\textbf{Note 1. Premises and conventions.}
The model is the one-band Hubbard model on a bipartite Bravais lattice of $N$ sites, with real hopping $t_{ij}$ only between the sublattices A and B:
\begin{equation}
H=-\sum_{ij\sigma}t_{ij}c^\dagger_{i\sigma}c_{j\sigma}+U\sum_i\left(n_{i\uparrow}-\tfrac12\right)\left(n_{i\downarrow}-\tfrac12\right),\qquad U>0 .
\end{equation}
Energies are in joules, $T$ is in kelvin, $\beta=1/k_BT$, and $\sigma=\pm1$. The vector $\mathbf Q$ has $e^{i\mathbf Q\cdot\mathbf R_i}=+1$ on A and $-1$ on B, so $2\mathbf Q$ is a reciprocal lattice vector. Every hop changes the sign of this phase, which gives perfect nesting, $\varepsilon_{\mathbf k+\mathbf Q}=-\varepsilon_{\mathbf k}$. The density of states per site and per spin, $\rho(\varepsilon)=N^{-1}\sum_{\mathbf k}\delta(\varepsilon-\varepsilon_{\mathbf k})$, is then even and normalised to one; it vanishes for $|\varepsilon|>D$. A sum over $\mathbf k$ without a label runs over the $N$ points of the full zone. The staggered moment $m$ is defined by
\begin{equation}
\langle n_{i\sigma}\rangle=\tfrac12+\tfrac12\,\sigma\, m\,e^{i\mathbf Q\cdot\mathbf R_i},
\end{equation}
so $m=1$ is full polarisation and the spin moment per site is $m\mu_B$ for $g=2$. Texts that use $\langle S^z\rangle=m/2$ as the order parameter write the gap parameter as $U\langle S^z\rangle$.

\textbf{Note 2. The decoupling is fixed by a variational principle.}
The product $n_\uparrow n_\downarrow$ equals $n/2-2(S^z)^2$ and also $n/2-\tfrac23\mathbf S^2$, and a naive factorisation of the squares gives a different coupling constant for each form. The Bogoliubov inequality $\Omega\le\Omega_0+\langle H-H_0\rangle_0$, valid for any trial Hamiltonian $H_0$, removes the ambiguity. Take
\begin{equation}
H_0=\sum_{\mathbf k\sigma}\varepsilon_{\mathbf k}c^\dagger_{\mathbf k\sigma}c_{\mathbf k\sigma}-\Delta\sum_i e^{i\mathbf Q\cdot\mathbf R_i}(n_{i\uparrow}-n_{i\downarrow}),
\label{h0}
\end{equation}
with $\Delta\ge0$ a free parameter and zero chemical potential. Two symmetries of $H_0$ justify the form assumed for $\langle n_{i\sigma}\rangle$. The map $c_{i\sigma}\to e^{i\mathbf Q\cdot\mathbf R_i}c^\dagger_{i,-\sigma}$ leaves both terms unchanged and sends $n_{i\sigma}\to1-n_{i,-\sigma}$, so every site holds one electron on average. A translation from A to B combined with a spin flip also leaves $H_0$ unchanged, so the moments alternate with equal size. Since $H_0$ is quadratic, Wick's theorem applies, and since it conserves $S^z$ and particle number, only the direct contraction survives. Each site gives $U(m/2)(-m/2)$, and per site
\begin{equation}
\omega(\Delta)=\omega_0(\Delta)+\Delta\,m-\tfrac14Um^2,\qquad m=-\frac{\partial\omega_0}{\partial\Delta},
\end{equation}
where $\omega_0=\Omega_0/N$ and the term $\Delta m$ removes the trial field. In the derivative the first two terms leave $\Delta\,m'$:
\begin{equation}
\frac{d\omega}{d\Delta}=m'(\Delta)\left(\Delta-\tfrac12Um\right).
\label{stat}
\end{equation}
The factor $m'$ is a static susceptibility of $H_0$ and is positive. The stationarity condition is therefore $\Delta=Um/2$. The axis $z$ is arbitrary, because $H$ is invariant under spin rotations.

\textbf{Note 3. The sign of the constant.}
Many books minimise $\Phi(\Delta)=\omega_0+\Delta^2/U$, whose constant at the solution is $+Um^2/4$, although the interaction energy is $-Um^2/4$. The two forms are related by
\begin{equation}
\Phi-\omega=\frac{1}{U}\left(\Delta-\tfrac12Um\right)^2\ge0 .
\end{equation}
Thus $\Phi$ is a weaker upper bound with the same stationary points and the same values there.

\textbf{Note 4. Diagonalisation without coherence factors.}
The field term in (\ref{h0}) is $-\Delta\sum_{\mathbf k\sigma}\sigma c^\dagger_{\mathbf k\sigma}c_{\mathbf k+\mathbf Q\sigma}$. It couples $\mathbf k$ to $\mathbf k+\mathbf Q$, and a second step returns to $\mathbf k$. The $N$ states of one spin fall into $N/2$ pairs, labelled by the reduced zone, each with the matrix
\begin{equation}
M_{\mathbf k\sigma}=\begin{pmatrix}\varepsilon_{\mathbf k}&-\sigma\Delta\\-\sigma\Delta&-\varepsilon_{\mathbf k}\end{pmatrix},\qquad M^2=E_{\mathbf k}^2\,\mathbb 1,\qquad E_{\mathbf k}=\sqrt{\varepsilon_{\mathbf k}^2+\Delta^2}>0 .
\end{equation}
$M$ is traceless, so its eigenvalues are $\pm E_{\mathbf k}$, for both spins. The lower band holds $N$ states and is filled at $T=0$, below a gap $2\Delta$: this is the insulator that Slater proposed in 1951, in which magnetic order splits a half-filled band. The Fermi function is $f(x)=\tfrac12-\tfrac12\tanh(\beta x/2)$, and an odd function $g$ of $M$ equals $g(E)M/E$. The one-particle density matrix of the pair is then
\begin{equation}
f(M)=\tfrac12\,\mathbb 1-\frac{M}{2E}\tanh\frac{\beta E}{2},\qquad
\langle c^\dagger_{\mathbf k\sigma}c_{\mathbf k+\mathbf Q\sigma}\rangle=\frac{\sigma\Delta}{2E_{\mathbf k}}\tanh\frac{\beta E_{\mathbf k}}{2}.
\end{equation}

\textbf{Note 5. Counting, and the gap equation.}
By definition $m=N^{-1}\sum_{\mathbf k\sigma}\sigma\langle c^\dagger_{\mathbf k\sigma}c_{\mathbf k+\mathbf Q\sigma}\rangle$ over the full zone, and the two spins add:
\begin{equation}
m=\frac1N\sum_{\mathbf k}\frac{\Delta}{E_{\mathbf k}}\tanh\frac{\beta E_{\mathbf k}}{2}.
\label{m}
\end{equation}
The grand potential confirms the factor. A pair of levels $\pm E$ contributes $-2k_BT\ln[2\cosh(\beta E/2)]$, and two spins times $N/2$ pairs make $N$ pairs, so $\omega_0=-(2k_BT/N)\sum_{\mathbf k}\ln[2\cosh(\beta E_{\mathbf k}/2)]$; its derivative reproduces (\ref{m}). Inserting $m=2\Delta/U$ and dividing by $2\Delta\neq0$ gives
\begin{equation}
\frac1U=I(\Delta,T)\equiv\frac1N\sum_{\mathbf k}\frac{\tanh(E_{\mathbf k}/2k_BT)}{2E_{\mathbf k}}=\int_0^D d\varepsilon\,\rho(\varepsilon)\,\frac{\tanh(E/2k_BT)}{E}.
\label{gap}
\end{equation}
The $E_{\mathbf k}$ here is the positive root. Over the reduced zone the denominator is $E_{\mathbf k}$ in place of $2E_{\mathbf k}$. The atomic limit tests the factor: with $\varepsilon_{\mathbf k}=0$ and $T=0$, $\Delta=U/2$ and $m=1$.

\textbf{Note 6. Existence, uniqueness and order of the transition.}
For $\Delta>0$, (\ref{m}) reads $m=2\Delta I$, so (\ref{stat}) has the sign of $1/U-I$. The function $\tanh(x)/x$ decreases for $x>0$, so $I$ decreases strictly with $\Delta$ and tends to zero. If $UI(0,T)\le1$, then $\omega$ rises from $\Delta=0$ and the paramagnet is the minimum. If $UI(0,T)>1$, then $\omega$ falls, turns once, at the single root of (\ref{gap}), and rises, so that root is the global minimum in the trial family. $I$ also decreases with $T$ at fixed $\Delta$, so the gap closes continuously at the temperature $T_N$ defined by $UI(0,T_N)=1$. If $\rho(0)>0$, then $I(0,T)$ diverges as $T\to0$, and $T_N>0$ for every $U>0$.

\textbf{Note 7. Why spin, and why $\mathbf Q$.}
A trial field of wave vector $\mathbf q$, treated to linear order, gives the instability condition $U\chi_0(\mathbf q)=1$ with $\chi_0(\mathbf q)=-(k_BT/N)\sum_{n\mathbf k}G_{\mathbf k}G_{\mathbf k+\mathbf q}$, $G_{\mathbf k}=1/(iw_n-\varepsilon_{\mathbf k})$ and Matsubara energies $w_n=(2n+1)\pi k_BT$. The inequality $|ab|\le(|a|^2+|b|^2)/2$ gives
\begin{equation}
\chi_0(\mathbf q)\le\frac{k_BT}{N}\sum_{n\mathbf k}\frac{1}{w_n^2+\varepsilon_{\mathbf k}^2}=I(0,T),
\end{equation}
where the last step uses $k_BT\sum_n(w_n^2+E^2)^{-1}=\tanh(\beta E/2)/2E$. At $\mathbf q=\mathbf Q$, $-G_{\mathbf k}G_{\mathbf k+\mathbf Q}=1/(w_n^2+\varepsilon_{\mathbf k}^2)$ and the bound is reached, so no other wave vector orders first. A staggered charge $\delta n$ or an on-site pair amplitude $p$ contributes $+U\delta n^2/4$ or $+U|p|^2$ to the interaction energy, which raises $\omega$ for $U>0$.

\textbf{Note 8. What a smooth density of states means.}
Textbooks replace $\rho$ by a constant with a cut-off. Less is needed. Let $\rho_0=\rho(0)>0$ and let the integral
\begin{equation}
C=\int_0^D\frac{d\varepsilon}{\varepsilon}\left[\frac{\rho(\varepsilon)}{\rho_0}-1\right]
\end{equation}
converge absolutely. Write $\rho=\rho_0+(\rho-\rho_0)$ in (\ref{gap}). In the second part the kernel is bounded by $1/\varepsilon$ and tends to it as $\Delta,k_BT\to0$, so by dominated convergence this part tends to $\rho_0C$ in both limits below. At $T=0$ the first part is $\rho_0\,\mathrm{arsinh}(D/\Delta_0)\to\rho_0\ln(2D/\Delta_0)$. At $\Delta=0$, with $x=\beta\varepsilon/2$ and $X=\beta D/2$, integration by parts gives
\begin{equation}
\int_0^X\frac{\tanh x}{x}\,dx=\ln X\tanh X-\int_0^X\frac{\ln x}{\cosh^2x}\,dx .
\end{equation}
For the last integral expand $\cosh^{-2}x=4\sum_{n\ge1}(-1)^{n+1}n\,e^{-2nx}$. For $s>1$ termwise integration gives $\int_0^\infty x^s\cosh^{-2}x\,dx=2^{1-s}\Gamma(s+1)\,(1-2^{1-s})\zeta(s)$, and both sides are analytic for $s>-1$. The value at $s=0$ is one. With $\zeta(0)=-\tfrac12$, $\zeta'(0)=-\tfrac12\ln2\pi$ and Euler's constant $\gamma=0.5772$, the derivative at $s=0$ is $-\ln2-\gamma+\ln(\pi/2)=-\ln(4e^\gamma/\pi)$. Hence
\begin{equation}
\frac{1}{\rho_0U}=\ln\frac{2D}{\Delta_0}+C=\ln\frac{2e^\gamma D}{\pi k_BT_N}+C ,
\end{equation}
\begin{equation}
\Delta_0=2De^{C}e^{-1/\rho_0U},\qquad k_BT_N=\frac{2e^\gamma}{\pi}De^{C}e^{-1/\rho_0U},\qquad\frac{2\Delta_0}{k_BT_N}=2\pi e^{-\gamma}=3.528 .
\label{ratio}
\end{equation}
Here $2e^\gamma/\pi=1.134$ and $\Delta_0=1.764\,k_BT_N$. The band shape enters both scales through the same factor $e^C$ and cancels. The ratio equals the BCS one because (\ref{gap}) has the same form.

\textbf{Note 9. Growth of the gap below $T_N$.}
The difference $I(\Delta,T)-I(0,T)$ converges within $|\varepsilon|\sim k_BT$, so $\rho\to\rho_0$ and $D\to\infty$ are allowed. In Matsubara form it is $\rho_0\pi k_BT\sum_n[(w_n^2+\Delta^2)^{-1/2}-|w_n|^{-1}]$. Its leading term is $-\rho_0\pi k_BT(\Delta^2/2)\sum_n|w_n|^{-3}$, and $\sum_{n\ge0}(2n+1)^{-3}=7\zeta(3)/8$. Since $I(0,T)-1/U=\rho_0\ln(T_N/T)$,
\begin{equation}
\ln\frac{T_N}{T}=\frac{7\zeta(3)\,\Delta^2}{8\pi^2(k_BT)^2},\qquad\Delta\simeq3.063\,k_BT_N\sqrt{1-T/T_N}.
\end{equation}

\textbf{Note 10. A band with a closed form.}
For $\rho=(2/\pi D^2)\sqrt{D^2-\varepsilon^2}$ one has $\rho_0=2/\pi D$ and $C=\ln2-1$. Put $\delta=\Delta_0/D$ and $t=k_BT_N/D$. With complete elliptic integrals of parameter $\mu=1/(1+\delta^2)$,
\begin{equation}
\frac1{\rho_0U}=\sqrt{1+\delta^2}\,[K(\mu)-\mathcal E(\mu)]=\ln\frac{4}{e\,\delta}+\frac{\delta^2}{4}\ln\frac4\delta+\dots
\label{semi0}
\end{equation}
\begin{equation}
\frac1{\rho_0U}=\int_0^1\!dx\,\sqrt{1-x^2}\,\frac{\tanh(x/2t)}{x}=\ln\frac{4e^{\gamma-1}}{\pi t}+\frac{\pi^2t^2}{12}+\dots
\label{semiT}
\end{equation}
The first expansion follows from those of $K$ and $\mathcal E$ at $\mu\to1$. The term $\pi^2t^2/12$ is $\int_0^\infty x\,dx/(e^{x/t}+1)$, from $\sqrt{1-x^2}-1\simeq-x^2/2$ times $(\tanh-1)/x$. The relative correction to the ratio is thus of order $\delta^2\ln(1/\delta)$.

\textbf{Note 11. Several orbitals and a larger cell.}
Order the basis as (A orbitals, B orbitals) and let the hopping block be any matrix $\mathcal T_{\mathbf k}$. With the same field on every orbital,
\begin{equation}
\begin{pmatrix}-\sigma\Delta&\mathcal T\\ \mathcal T^\dagger&\sigma\Delta\end{pmatrix}^2=\begin{pmatrix}\Delta^2+\mathcal T\mathcal T^\dagger&0\\0&\Delta^2+\mathcal T^\dagger\mathcal T\end{pmatrix},
\end{equation}
so the levels are again $\pm\sqrt{\varepsilon^2+\Delta^2}$. The premise that matters is the absence of one-particle terms within a sublattice; doubling of the crystallographic cell is not required. For three equivalent orbitals with intra-orbital repulsion $U$, inter-orbital repulsion $U'$ for opposite spins and $U'-J$ for parallel spins, an electron of spin $\sigma$ feels $(U+2U')\langle n_{-\sigma}\rangle+2(U'-J)\langle n_\sigma\rangle$, with occupations per orbital. Spin-flip and pair-hopping terms need orbital off-diagonal averages, which vanish for cubic site symmetry. The spin-dependent part is $-\sigma(U+2J)m/2$ on A. Equation (\ref{gap}) holds with $U\to U_{\rm eff}=U+2J$, $\rho$ per orbital, and a moment $3m\mu_B$ per site.

\textbf{Note 12. Imperfect nesting.}
Hopping within a sublattice adds $\eta_{\mathbf k}\mathbb 1$ to $M$, with $\eta_{\mathbf k}=(\varepsilon_{\mathbf k}+\varepsilon_{\mathbf k+\mathbf Q})/2$ measured from the chemical potential, while $\varepsilon_{\mathbf k}$ in $E_{\mathbf k}$ becomes half the difference. The levels are $\eta\pm E$ and $\tanh(\beta E/2)$ is replaced by $f(\eta-E)-f(\eta+E)$. Take $\eta_{\mathbf k}=\pm\eta$ on equal halves of the states, which preserves half filling. At $T=0$ and $\eta<\Delta_0$ the occupations are unchanged, and so is $\Delta_0$; the direct gap is $2\Delta_0$ and the indirect gap is $2(\Delta_0-\eta)$. At $\Delta=0$ the energy integral turns $1/|w_n|$ into $|w_n|/(w_n^2+\eta^2)$, and the sum over $n$ gives, with the digamma function $\psi$ and the nested value $T_{N0}$,
\begin{equation}
\ln\frac{T_N}{T_{N0}}=\psi\!\left(\tfrac12\right)-\mathrm{Re}\,\psi\!\left(\tfrac12+\frac{i\eta}{2\pi k_BT_N}\right).
\end{equation}
For $\eta=k_BT_{N0}/2$ the root is $T_N=0.943\,T_{N0}$; the direct gap is $3.74\,k_BT_N$ and the indirect gap $2.68\,k_BT_N$. Just below $T_N$, where $\Delta<\eta$, the bands overlap and the ordered state is still a metal.

\textbf{Note 13. The prefactors are not exact even as $U\to0$.}
A change $1/U\to1/U+\chi$ multiplies both scales in (\ref{ratio}) by $q=e^{-\chi/\rho_0}$, which does not tend to one. Such a term exists. In the transverse spin channel the only second-order vertex that is irreducible in that channel is the repeated scattering of the $\uparrow$ and $\downarrow$ electrons, which gives $U-U^2\chi_{pp}$, that is $1/U+\chi_{pp}$ at this order. The logarithm comes from energies far below $D$, so $\chi_{pp}$ enters at zero frequency; self-energy terms change $\rho_0$ at relative order $U^2$ and the exponent only at order $U$. In the limit of infinite coordination, where the semi-elliptic band belongs to the Bethe lattice, the bubble is local, with $G(iw)=-(2i/D^2)(\sqrt{w^2+D^2}-w)$ for $w>0$. The substitution $w=D\sinh u$ gives
\begin{equation}
\chi_{pp}=\frac1\pi\int_0^\infty|G(iw)|^2dw=\frac{4}{\pi D}\int_0^\infty e^{-2u}\cosh u\,du=\frac{8}{3\pi D},\qquad q=e^{-4/3}=0.264 .
\end{equation}
For a given bare $U$ the mean-field $T_N$ and $\Delta_0$ of this one-band model are too high by the factor $1/q=3.8$, while their ratio survives.

\textbf{Note 14. Range of validity.}
Equation (\ref{gap}) is the Hartree--Fock condition for half filling and sublattice symmetry. The ratio $3.53$ needs in addition $\rho_0U\ll1$, a convergent $C$, a $\rho$ that varies little over a few $k_BT_N$, and $|\eta_{\mathbf k}|\ll k_BT_N$. For a logarithmic singularity $\rho\propto\ln(D/|\varepsilon|)$, as on the square lattice, the integrals become $L^2/2+L\ln2+c$ with $L=\ln(D/\Delta_0)$ and $L_T^2/2+L_T\ln(2e^\gamma/\pi)+c'$ with $L_T=\ln(D/k_BT_N)$, so the same ratio is approached, with corrections of order $1/L$. In one and two dimensions the Mermin--Wagner theorem forbids order at $T>0$, and $T_N$ marks only a crossover. In three dimensions the coherence length is of order $aD/k_BT_N$ for a lattice constant $a$, and the critical region is narrow at weak coupling. For $U\gg D$, (\ref{gap}) gives $\Delta_0=U/2$ and $k_BT_N=U/4$, a ratio of $4$. That $T_N$ is the scale at which local moments form; order is lost far earlier, at the superexchange scale $4t_{ij}^2/U$, through rotation of the moments, which the trial family lacks. The gap then persists above the ordering temperature, which is the Mott case.

\textbf{Note 15. Illustration for NaOsO$_3$.}
This orthorhombic perovskite has Os$^{5+}$ with a half-filled $t_{2g}^3$ shell and G-type order, in which all six Os neighbours are antiparallel; the four-Os cell holds this pattern without doubling, as Note 11 allows. The inputs are a typical ordering temperature $T_N\approx410$~K and an approximate $t_{2g}$ half-width $D\approx2.0$~eV $=3.20\times10^{-19}$~J, with three equivalent semi-elliptic bands as a stand-in for the real ones. The coupling is fitted to $T_N$, so $T_N$ is no result. Then $k_BT_N=5.66\times10^{-21}$~J ($35.3$~meV), $t=0.01767$ and $\rho_0=1.99\times10^{18}$~J$^{-1}$. Equation (\ref{semiT}) gives $1/\rho_0U_{\rm eff}=3.855$, so $\rho_0U_{\rm eff}=0.259$ and $U_{\rm eff}=1.31\times10^{-19}$~J ($0.815$~eV), or $0.20$ of the band width $2D$. The root of (\ref{semi0}) is $\delta=0.03119$:
\begin{equation}
\Delta_0=9.99\times10^{-21}~\mathrm J\ (62.4~\mathrm{meV}),\qquad\frac{2\Delta_0}{k_BT_N}=3.531,\qquad m=\frac{2\Delta_0}{U_{\rm eff}}=0.153 .
\end{equation}
The weak-coupling formula (\ref{ratio}) gives $62.3$~meV, so the asymptotic step is harmless here. The model's gap is $2\Delta_0=2.0\times10^{-20}$~J ($125$~meV) and the model's moment is $3m\mu_B=0.46\,\mu_B=4.3\times10^{-24}$~J/T per Os; $D=1.5$~eV would give $0.57\,\mu_B$.

The physical approximations limit these numbers far more than the algebra does. The fitted coupling is a screened one: in the one-band estimate of Note 13 the bare value has $1/\rho_0U=3.855-4/3=2.52$, or about $1.2$~eV. At fixed $T_N$ this changes neither $\Delta_0$ nor, to leading logarithm, $m$, since (\ref{m}) contains only $\Delta$ and the band. A nesting mismatch of $k_BT_N/2=18$~meV already has the effects of Note 12, and the spin--orbit constant of Os $5d$, typically about $0.3$~eV, is an on-site term that breaks the sublattice premise and is $4.8$ times the model's $\Delta_0$. The ordered moment typically quoted for NaOsO$_3$ is near $1\,\mu_B$ per Os, so the model's moment is low by roughly a factor of two. The direction is the one expected if lost nesting and rotation of the moments hold $T_N$ below the nested mean-field value that belongs to the actual exchange splitting, in which case a fit to $T_N$ makes both the coupling and $m$ too small.